**Contact coefficient of $\nabla\times\mathbf A$: a wrong route to the shielding of Li⁺, and its repair**

The Langevin current of Li⁺ sets both the ion's susceptibility and the field induced at its nucleus. The attempt below gets the second one **wrong** by losing part of a delta function.

## Pauli limit (correct)

SI units, electron charge $-e$, mass $m$, $\boldsymbol\pi=\mathbf p+e\mathbf A$, $\mathbf L$ and $\mathbf S=\boldsymbol\sigma/2$ in units of $\hbar$, $\mu_B=e\hbar/2m$. The field enters the Dirac Hamiltonian only as $ec\,\boldsymbol\alpha\cdot\mathbf A$. With energies counted from $mc^2$,

$$\psi_S=\frac{c\,\boldsymbol\sigma\cdot\boldsymbol\pi}{2mc^2+E-V}\psi_L\approx\frac{\boldsymbol\sigma\cdot\boldsymbol\pi}{2mc}\psi_L ,$$

so $\psi_L$ sees $V+(\boldsymbol\sigma\cdot\boldsymbol\pi)^2/2m$. Since $(\boldsymbol\sigma\cdot\boldsymbol\pi)^2=\pi^2+i\boldsymbol\sigma\cdot(\boldsymbol\pi\times\boldsymbol\pi)$ and $\boldsymbol\pi\times\boldsymbol\pi=-i\hbar e\,\nabla\times\mathbf A$,

$$\frac{(\boldsymbol\sigma\cdot\boldsymbol\pi)^2}{2m}=\frac{p^2}{2m}+\frac em\mathbf A\cdot\mathbf p+\frac{e^2A^2}{2m}+2\mu_B\,\mathbf S\cdot(\nabla\times\mathbf A)$$

in Coulomb gauge. For $\mathbf A_0=\tfrac12\mathbf B\times\mathbf r$ the linear terms are $\mu_B(\mathbf L+2\mathbf S)\cdot\mathbf B$, which is $g=2$ without QED corrections. A nuclear moment $\boldsymbol\mu$ adds $\mathbf A_N=\frac{\mu_0}{4\pi}\boldsymbol\mu\times\mathbf r/r^3$. This gives the orbital operator $\frac{\mu_0}{4\pi}2\mu_B\,\boldsymbol\mu\cdot\mathbf L/r^3$ and the spin operator $2\mu_B\mathbf S\cdot\mathbf B_N$, with $\mathbf B_N=\nabla\times\mathbf A_N$.

## Langevin magnetisation of Li⁺ (correct)

The ground state is $^1S$. With the gauge origin on the nucleus the Zeeman operator annihilates it, so only $e^2A^2/2m$ responds to $\mathbf B$. For electron number density $n(r)$ the induced current is $\mathbf j=-(e^2/m)\,n\mathbf A_0$. Write $\mathbf j=\nabla\times\mathbf M$ with $\mathbf M=f(r)\mathbf B$. Because $\nabla\times(f\mathbf B)=-(f'/r)\,\mathbf B\times\mathbf r$,

$$f(r)=-\frac{e^2}{2m}\int_r^\infty n(s)\,s\,ds .$$

Two integrals follow:

$$\int f\,d^3r=-\frac{e^2}{6m}\Big\langle\sum_i r_i^2\Big\rangle,\qquad f(0)=-\frac{e^2}{8\pi m}\Big\langle\sum_i\frac1{r_i}\Big\rangle .$$

The first is Langevin's result. The part of $e^2A^2/2m$ bilinear in $\mathbf B$ and $\boldsymbol\mu$ defines the shielding constant $\sigma_d$; integrating by parts,

$$\sigma_d\,\boldsymbol\mu\cdot\mathbf B=-\int\mathbf j\cdot\mathbf A_N\,d^3r=-\int\mathbf M\cdot\mathbf B_N\,d^3r .$$

The assumed wavefunction is $1s^2$ with one exponent, $n=(2\zeta^3/\pi)e^{-2\zeta r}$ in atomic units, with a fixed point nucleus. Minimising $E=\zeta^2-2Z\zeta+\tfrac58\zeta$ hartree at $Z=3$ gives $\zeta=Z-\tfrac5{16}=2.6875$. Then $\langle\sum r_i^2\rangle=6/\zeta^2=0.831\,a_0^2$ and $\langle\sum1/r_i\rangle=2\zeta=5.375\,a_0^{-1}$. Using $\mu_0e^2/4\pi m=\alpha^2a_0$, with $\alpha$ the fine-structure constant, the model's molar susceptibility is $-N_A\alpha^2a_0\langle\sum r_i^2\rangle/6=-0.66\times10^{-6}$ cm³ mol⁻¹ (cgs-emu), or $-8.3\times10^{-12}$ m³ mol⁻¹ (SI, which carries an extra $4\pi$).

## The wrong attempt (do not reuse)

1. For constant $\boldsymbol\mu$ and $\mathbf v=\mathbf r/r^3$: $\nabla\times(\boldsymbol\mu\times\mathbf v)=\boldsymbol\mu\,(\nabla\cdot\mathbf v)-(\boldsymbol\mu\cdot\nabla)\mathbf v$.
2. $\nabla\cdot\mathbf v=4\pi\delta^3(\mathbf r)$.
3. Differentiate directly: $\partial_iv_j=(\delta_{ij}-3\hat r_i\hat r_j)/r^3$.
4. Hence, with $C=4\pi$,
$$\mathbf B_N=\frac{\mu_0}{4\pi}\left[\frac{3\hat{\mathbf r}(\boldsymbol\mu\cdot\hat{\mathbf r})-\boldsymbol\mu}{r^3}+C\,\boldsymbol\mu\,\delta^3(\mathbf r)\right].$$
5. $f$ is spherical, so the dipolar part vanishes on angular averaging and
$$\sigma_d=-\frac{\mu_0}{4\pi}Cf(0)=\frac{C}{8\pi}\,\alpha^2\Big\langle\sum_i\frac{a_0}{r_i}\Big\rangle .$$
6. With $C=4\pi$: $\sigma_d=\tfrac12\alpha^2\times5.375=143.1$ ppm. **Wrong.**

## The symptom

The same energy can be had before the integration by parts, with no curl of $\mathbf A_N$:

$$\frac{e^2}{m}\mathbf A_0\cdot\mathbf A_N=\frac{\mu_0e^2}{8\pi m}\,\frac{\mathbf B\cdot\boldsymbol\mu-(\mathbf B\cdot\hat{\mathbf r})(\boldsymbol\mu\cdot\hat{\mathbf r})}{r}.$$

The singularity $1/r$ is integrable, and $\hat r_i\hat r_j$ averages to $\delta_{ij}/3$, so the numerator becomes $\tfrac23\mathbf B\cdot\boldsymbol\mu$. This is Lamb's formula,

$$\sigma_d=\frac{\alpha^2}{3}\Big\langle\sum_i\frac{a_0}{r_i}\Big\rangle=95.4\ \text{ppm}.$$

The two routes differ only by an exact integration by parts, yet they carry $\tfrac12$ and $\tfrac13$. The ratio 1.5 holds for every spherical density, so the wavefunction is not to blame.

## The faulty line

Line 3. Its trace is $(3-3)/r^3=0$, whereas line 2 says that the same trace is $4\pi\delta^3(\mathbf r)$. Line 3 holds only for $r\neq0$. The attempt kept the delta function in the first term of the curl and missed the one in the second.

## The mended calculation

Integrate $\partial_iv_j$ over a ball about the origin and convert to a surface integral:

$$\int\partial_iv_j\,d^3r=\oint\hat r_i\hat r_j\,d\Omega=\frac{4\pi}{3}\delta_{ij}.$$

The expression in line 3, integrated over angles first, contributes zero at every radius, so the whole amount sits at the origin:

$$\partial_iv_j=\frac{\delta_{ij}-3\hat r_i\hat r_j}{r^3}+\frac{4\pi}{3}\delta_{ij}\,\delta^3(\mathbf r).$$

The trace now matches line 2, and $C=4\pi-\tfrac{4\pi}3=\tfrac{8\pi}3$. A smooth test confirms it. Replace $r^{-3}$ in $\boldsymbol\mu\times\mathbf r/r^3$ by $(r^2+\epsilon^2)^{-3/2}$. The angular average of the curl is then $2\epsilon^2\boldsymbol\mu\,(r^2+\epsilon^2)^{-5/2}$, whose integral over all space is $\tfrac{8\pi}3\boldsymbol\mu$ for any $\epsilon$.

Line 5 with $C=8\pi/3$ gives the prefactor $\tfrac13$ and 95.4 ppm, which is Lamb's formula again. The spin operator becomes

$$2\mu_B\frac{\mu_0}{4\pi}\left[\frac{3(\mathbf S\cdot\hat{\mathbf r})(\boldsymbol\mu\cdot\hat{\mathbf r})-\mathbf S\cdot\boldsymbol\mu}{r^3}+\frac{8\pi}{3}\,\mathbf S\cdot\boldsymbol\mu\,\delta^3(\mathbf r)\right],$$

the spin-dipolar and Fermi-contact terms. Their expectation values vanish in singlet Li⁺, but the spin magnetisation of an open shell samples the same $C$ that the orbital magnetisation samples here.

## Size of the error

All entries are the one-exponent model's values.

| | $C$ | $\sigma_d$ / ppm | $\chi_{\rm mol}$ / $10^{-6}$ cm³ mol⁻¹ |
|---|---|---|---|
| wrong | $4\pi$ | 143.1 | −0.66 |
| mended | $8\pi/3$ | 95.4 | −0.66 |

The slip overstates the shielding by 47.7 ppm, or 50 %. It would inflate a Fermi-contact hyperfine constant by the same factor 1.5. Dropping both delta functions instead sets $C=0$ and removes the shielding altogether. The susceptibility is untouched, because the curl of $\mathbf A_0$ is smooth, so a sensible $\chi$ does not validate the contact term. Terms dropped in the Pauli limit are of relative order $(Z\alpha)^2=4.8\times10^{-4}$, a scale of 0.05 ppm in $\sigma_d$ up to a numerical coefficient, and far too small to explain the gap.